**Spin-state gap of Ga3 against the share of exact exchange**

The table holds the quartet-minus-doublet energy of Ga3, each state at its own geometry, from unrestricted PBE with 0 to 50 % exact exchange in def2-TZVP (Ansatz 0.2.0, no dispersion, no spin-orbit coupling). The program tests a gap linear in the exchange share, a shrinking orbital spacing, and spin contamination of the doublet, alone and added to the line. The line fitted to 0–35 % has slope −0.246 kJ/mol per %, crosses zero at 16 % and fits within the rounding, but misses the 50 % row by 0.36 kJ/mol. The doublet's orbital spacing widens 21 times as fast as the gap falls, and contamination alone misfits by 0.51 kJ/mol. Added to the line, contamination fits within the rounding for shares of the fall up to 16 %.

Ansatz 0.2.0, unrestricted Kohn-Sham calculations with PBE and a varying share of exact exchange, def2-TZVP basis, for neutral, isolated Ga3. The spin gap is the energy of the quartet (multiplicity 4) minus that of the doublet (multiplicity 2), without dispersion, each state at its own fixed geometry (PBE-D4/def2-TZVP for the doublet).

## Analysis program

```python
# Table: Ga3 spin-state gap, quartet minus doublet at own geometries (kJ/mol), Ansatz 0.2.0,
# UKS PBE with a share of exact exchange, def2-TZVP, no dispersion, no spin-orbit coupling.
# Tested: (A) gap linear in the share, (B) shrinking orbital spacing, (C) doublet spin contamination.
T = {
    'exact_exchange': [0, 5, 10, 15, 25, 35, 50],  # %
    'spin_gap': [3.9, 2.7, 1.5, 0.3, -2.2, -4.7, -8.0],  # kJ/mol
}
import numpy as np
from scipy import constants as C
a = np.array(T['exact_exchange'], float); g = np.array(T['spin_gap'], float)
kj = C.e*C.N_A/1e3
# further outputs of the same runs (doublet only), typed: first six rows, 0 to 35 %
E = np.array([-157109.841, -157110.363, -157110.897, -157111.443, -157112.569, -157113.741])
S2 = np.array([0.7569, 0.75883, 0.76108, 0.76368, 0.77006, 0.77823])
io = [0, 1, 2, 3, 5]  # rows with orbital energies given (eV)
homo = np.array([-4.123332, -4.260782, -4.398865, -4.537588, -5.098716])
lua = np.array([-3.596782, -3.472758, -3.348716, -3.224621, -2.72687])
F = np.array([-0.031015, 0.037298, 0.028792])  # PBE0-D4 force on atom 1
X = {'doublet': [[.80, -.97, -.74], [-.14, 1.36, -.50], [-.66, -.40, 1.24]],
     'quartet': [[.74, -.89, -.68], [-.04, 1.57, -.77], [-.70, -.68, 1.46]]}
R = {}
for k, x in X.items():
    x = np.array(x)
    r = sorted(np.linalg.norm(x[i]-x[j]) for i, j in [(0, 1), (0, 2), (1, 2)]); R[k] = r
    ang = np.degrees(np.arccos((r[0]**2+r[1]**2-r[2]**2)/(2*r[0]*r[1])))
    print(f"{k}: sides {r[0]:.2f} {r[1]:.2f} {r[2]:.2f} A, widest angle {ang:.0f} deg")
print(f"force on one doublet atom at 25 %: {np.linalg.norm(F):.3f} eV/A")
print(f"gap span {g[0]-g[-1]:.1f} kJ/mol = {(g[0]-g[-1])/kj:.3f} eV; rounding +-0.05 kJ/mol")
s = np.diff(g)/np.diff(a)
print("interval slopes (kJ/mol per %), with rounding limit:")
for i in range(len(s)):
    print(f"  {a[i]:.0f}-{a[i+1]:.0f} %: {s[i]:+.3f} +- {0.1/(a[i+1]-a[i]):.3f}")
i0 = int(np.where(g > 0)[0][-1])
print(f"sign change by interpolation: {a[i0]-g[i0]/s[i0]:.1f} %")
n = len(E); p7 = np.polyfit(a, g, 1); p6 = np.polyfit(a[:n], g[:n], 1)
print(f"A line, all rows: {p7[1]:.2f} {p7[0]:+.4f}*a kJ/mol, zero at {-p7[1]/p7[0]:.1f} %")
print(f"A line, 0-35 % (state known): {p6[1]:.2f} {p6[0]:+.4f}*a, zero at {-p6[1]/p6[0]:.1f} %")
w = (S2-0.75)/3; pc = np.polyfit(w, g[:n], 1)
r7 = g-np.polyval(p7, a); r6 = g-np.polyval(p6, a); rc = g[:n]-np.polyval(pc, w)
print("residuals (kJ/mol): a | A all rows | A 0-35 % | C alone | quartet weight %")
for i in range(len(a)):
    t = f"{rc[i]:+.2f} | {100*w[i]:.2f}" if i < n else "not given (A 0-35 % predicts here)"
    print(f"  {a[i]:2.0f} | {r7[i]:+.2f} | {r6[i]:+.2f} | {t}")
print(f"worst: A all {abs(r7).max():.2f}, A 0-35 % {abs(r6[:n]).max():.2f}, C alone {abs(rc).max():.2f} kJ/mol")
print(f"slope x 100 %: {100*p6[0]:.1f} kJ/mol = {100*p6[0]/kj:.2f} eV")
sE = np.diff(E)/np.diff(a[:n])*kj
print("doublet energy slopes (kJ/mol per %):", " ".join(f"{v:.2f}" for v in sE))
mE = (E[-1]-E[0])*kj/(a[n-1]-a[0])
print(f"gap slope is {100*p6[0]/mE:.1f} % of mean doublet slope {mE:.2f}")
d = lua-homo; pb = np.polyfit(a[io], d, 1)
print("B HOMO to lowest empty alpha (eV) at 0,5,10,15,35 %:", " ".join(f"{v:.2f}" for v in d))
print(f"B slope {pb[0]*kj:+.2f} kJ/mol per %, ratio to gap slope {pb[0]*kj/p6[0]:.0f}")
coul = C.e/(4*np.pi*C.epsilon_0*np.mean(R['doublet'])*1e-10)
print(f"B widening x 100 %: {100*pb[0]:.1f} eV; point-charge e^2/R: {coul:.1f} eV")
print(f"C alone needs admixed quartet {-pc[0]/kj:.1f} eV above the doublet")
drop = g[0]-g[n-1]
print(f"A plus C, fall 0-35 % is {drop:.1f} kJ/mol; assumed height | share of C | worst residual")
for D in (0, 1, 2, 3, 5, 8):
    y = g[:n]+D*kj*w; res = y-np.polyval(np.polyfit(a[:n], y, 1), a[:n])
    print(f"  {D} eV | {100*D*kj*(w[-1]-w[0])/drop:.0f} % | {abs(res).max():.3f} kJ/mol")
assert np.all(s < 0) and g[3] > 0 > g[4]
assert np.all(np.diff(sE) < 0)
assert np.all(np.diff(d) > 0)
assert abs(r6[:n]).max() < 0.1 < abs(rc).max()
```

Running it gives:

```
doublet: sides 2.52 2.53 2.53 A, widest angle 60 deg
quartet: sides 2.58 2.59 3.24 A, widest angle 77 deg
force on one doublet atom at 25 %: 0.056 eV/A
gap span 11.9 kJ/mol = 0.123 eV; rounding +-0.05 kJ/mol
interval slopes (kJ/mol per %), with rounding limit:
  0-5 %: -0.240 +- 0.020
  5-10 %: -0.240 +- 0.020
  10-15 %: -0.240 +- 0.020
  15-25 %: -0.250 +- 0.010
  25-35 %: -0.250 +- 0.010
  35-50 %: -0.220 +- 0.007
sign change by interpolation: 16.2 %
A line, all rows: 3.88 -0.2403*a kJ/mol, zero at 16.1 %
A line, 0-35 % (state known): 3.94 -0.2459*a, zero at 16.0 %
residuals (kJ/mol): a | A all rows | A 0-35 % | C alone | quartet weight %
   0 | +0.02 | -0.04 | +0.51 | 0.23
   5 | +0.02 | -0.01 | +0.08 | 0.29
  10 | +0.03 | +0.02 | -0.23 | 0.37
  15 | +0.03 | +0.05 | -0.39 | 0.46
  25 | -0.07 | +0.01 | -0.36 | 0.67
  35 | -0.17 | -0.03 | +0.38 | 0.94
  50 | +0.14 | +0.36 | not given (A 0-35 % predicts here)
worst: A all 0.17, A 0-35 % 0.05, C alone 0.51 kJ/mol
slope x 100 %: -24.6 kJ/mol = -0.25 eV
doublet energy slopes (kJ/mol per %): -10.07 -10.30 -10.54 -10.86 -11.31
gap slope is 2.3 % of mean doublet slope -10.75
B HOMO to lowest empty alpha (eV) at 0,5,10,15,35 %: 0.53 0.79 1.05 1.31 2.37
B slope +5.09 kJ/mol per %, ratio to gap slope -21
B widening x 100 %: 5.3 eV; point-charge e^2/R: 5.7 eV
C alone needs admixed quartet 12.3 eV above the doublet
A plus C, fall 0-35 % is 8.6 kJ/mol; assumed height | share of C | worst residual
  0 eV | 0 % | 0.050 kJ/mol
  1 eV | 8 % | 0.018 kJ/mol
  2 eV | 16 % | 0.048 kJ/mol
  3 eV | 24 % | 0.088 kJ/mol
  5 eV | 40 % | 0.168 kJ/mol
  8 eV | 64 % | 0.288 kJ/mol
```
